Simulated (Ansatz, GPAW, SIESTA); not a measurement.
# GaSb3: 4 runs at one level of theory

```
CELL_PARAMETERS angstrom
0.00000 3.73060 3.73060
3.73060 0.00000 3.73060
3.73060 3.73060 0.00000
ATOMIC_POSITIONS crystal
Sb 0.50000 0.50000 0.50000
Sb 0.75000 0.75000 0.75000
Sb 0.25000 0.25000 0.25000
Ga 0.00000 0.00000 0.00000
```

The cell comes from a database or a generator and needn't be the stable form of this composition.

Alike in all runs: task band structure; functional PBEsol; k mesh 6 × 6 × 6; occupations fermi-dirac, width 0.05 eV; no spin polarisation; no spin-orbit coupling. Pressure is positive in compression and, in plane waves, holds the error of the finite cutoff, which Ansatz's Pulay term estimates and takes out.

```tsv
program and potentials	plane-wave cutoff (eV)	notes	pressure (GPa)
Ansatz, Ansatz PAW	420	potentials made for PBE, which Ansatz adapts in part; 14.5 valence electrons an atom on average; Pulay term of +0.04 GPa included	-3.44
Ansatz, all-electron LAPW, scalar-relativistic	-	-	-3.43
GPAW, PAW data sets generated for this functional	600	12 valence electrons an atom on average	-3.76
SIESTA, files PseudoDojo sr-pbesol-0.4.1-standard, DZP (energy shift 0.003 Ry; two zetas on semicore shells)	-	atomic basis; 14.5 valence electrons an atom on average	-2.07
```

The pressure spans -3.76 (GPAW, PAW data sets generated for this functional) to -2.07 GPa (SIESTA, files PseudoDojo sr-pbesol-0.4.1-standard, DZP (energy shift 0.003 Ry; two zetas on semicore shells)), with all-electron results at -3.43. Rows in atomic bases carry the error of their basis and grid, which can be large.

The functional is the same throughout but for its coding, so the spread measures potentials, basis and numerics; runs on potential files found faulty are left out.

All four runs give a negative pressure, so at this volume the crystal is under tension and PBEsol would favour a smaller cubic cell. The lattice constant may come from a functional that binds less tightly, such as PBE, which usually gives larger volumes than PBEsol. The near-coincidence of -3.44 and -3.43 GPa shows that the adapted PAW potentials reproduce the all-electron stress well here. GPAW's stronger tension may stem from a frozen Ga 3d shell, which its electron count implies, or from residual cutoff error.

In this arrangement every atom sits on a site where symmetry cancels the forces, leaving the volume as the only freedom within the cubic structure. The tension is therefore no sign that the structure itself is favourable. Antimony usually prefers a few short, directional p bonds to a uniform, densely packed environment, and gallium bonds to it tetrahedrally in GaSb. A symmetry-lowering distortion is thus plausible, but a hydrostatic pressure cannot reveal it.
